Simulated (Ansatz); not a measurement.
MoS2: energy less reference against wave cutoff

All results are calculated (Ansatz 0.2.0). One setting of a density functional single point varied, free energy counted from the run at the reference value, pressure positive in compression; periodic cell, basis, potentials, k mesh and filling as listed.

Structure of every row (space group P-3m1, No. 164):
```
CELL_PARAMETERS angstrom
3.18450 0.00000 0.00000
-1.59230 2.75790 0.00000
0.00000 0.00000 21.67050
ATOMIC_POSITIONS crystal
Mo 0.66667 0.33333 0.14884
Mo 0.33333 0.66667 0.85116
S 0.33333 0.66667 0.22037
S 0.66667 0.33333 0.92275
S 0.33333 0.66667 0.07725
S 0.66667 0.33333 0.77963
```

Settings of every row: functional PBEsol; dispersion none; potentials PAW; k mesh 8x8x1; k shift 0x0x0; occupations cold; smearing width 0.05 eV; spin none; varied setting wave cutoff; reference wave cutoff 450 eV.

Limits: cutoff under the advised one; the cell comes from a prototype or a list of computed structures and needn't be the stable phase.

| row | wave cutoff (eV) | energy less reference (meV/atom) |
| --- | --- | --- |
| 1 | 250 | 254.66 |
| 2 | 300 | ? |
| 3 | 350 | 2.38 |
| 4 | 400 | 0.26 |
| 5 | 450 | 0 |

Question: what energy less reference should row 2 give?

Worked fit of energy less reference. Measure energy less reference from the row at the highest cutoff, 0.00 meV/atom, and take the logarithm of what remains: 250 → 5.54, 350 → 0.87, 400 → -1.35. A straight line through these is ln|rest| = 17.03 − 0.04603 × cutoff, so the rest falls by a factor of e every 21.7 eV; from 3 rows that is a rough guide, not a law, and the row at the highest cutoff isn't the limit itself. At 300 eV the line gives ln|rest| = 3.221, a rest of 25.05 meV/atom, and so 0.00 + 25.05 = 25.05 meV/atom.

The calculation gave 29.33 meV/atom. The fit lies 4.28 meV/atom (15 % of the value, 1.7 % of the column's range) below it; its largest miss of a shown row is 4.40 meV/atom.
